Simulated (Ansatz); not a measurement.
## Swapping OH for F on Ge: the atomisation energy

Gas-phase molecules. On one Ge centre, n of the OH ligands are replaced by F. The atomisation energy (no zero-point term) y in kJ/mol at CCSD(T)/def2-TZVPP. Shapes: PBE0-D4/def2-TZVP. Flexible molecules stand in one conformer, not always the lowest. Programs: Ansatz 0.2.0.

| molecule | n | y (kJ/mol) |
| --- | --- | --- |
| Ge(OH)4 | 0 | 3300 |
| Ge(OH)2F2 | 2 | ? |
| Ge(OH)F3 | 3 | 2247 |
| GeF4 | 4 | 1888 |

Fit y = c + s·n to the known rows and predict Ge(OH)2F2.


1. Means of the 3 rows: n = 2.33333, y = 2478.3.
2. Σ(Δn)² = 8.6667, Σ(Δn·Δy) = -3055.3, so the slope is -3055.3/8.6667 = -352.53.
3. Intercept: 2478.3 − (-352.53) × 2.33333 = 3300.9. The largest residual of the fit is 3.7.
4. Ge(OH)2F2: 3300.9 + (-352.53) × 2 = 2596 kJ/mol.

The run gave 2602 kJ/mol, so the prediction is off by -6 kJ/mol, more than the largest residual. The steps are nearly additive. The slope is the difference between a Ge–F and a Ge–OH bond with the ligands’ own bonds. Other levels give for Ge(OH)2F2: r2SCAN-D4/def2-TZVPP 2658; CCSD(T)/def2-SVP 2442; CCSD/def2-TZVPP 2546 kJ/mol. Coupled cluster in double- or triple-zeta sets underbinds by a few per cent against its basis-set limit. Relativity is left out for Ge. Outer-core shells of Ge are correlated, in sets that cover them unevenly.

The fall in atomisation energy from Ge(OH)4 to GeF4 does not mean that fluorine binds germanium more weakly than hydroxide does. Each replacement also removes an O–H bond, and that loss outweighs the gain from the stronger, more polar Ge–F bond. Near-additivity fits a centre that stays tetravalent Ge(IV) throughout, with mostly local bonds.

The small departure from additivity has a direction: both mixed molecules lie slightly above the straight line joining the end members, so ligand exchange between Ge(OH)4 and GeF4 to give them is mildly favourable in electronic energy. Oxygen lone-pair donation into Ge–F antibonding orbitals, or weak O–H···F attraction, probably contributes, but total energies cannot separate the two. Because such an exchange conserves the bond types, much of the error in the absolute values should cancel. The series does not settle whether Ge–F bonds resist hydrolysis, which also depends on the energies of water and HF and on solvation.
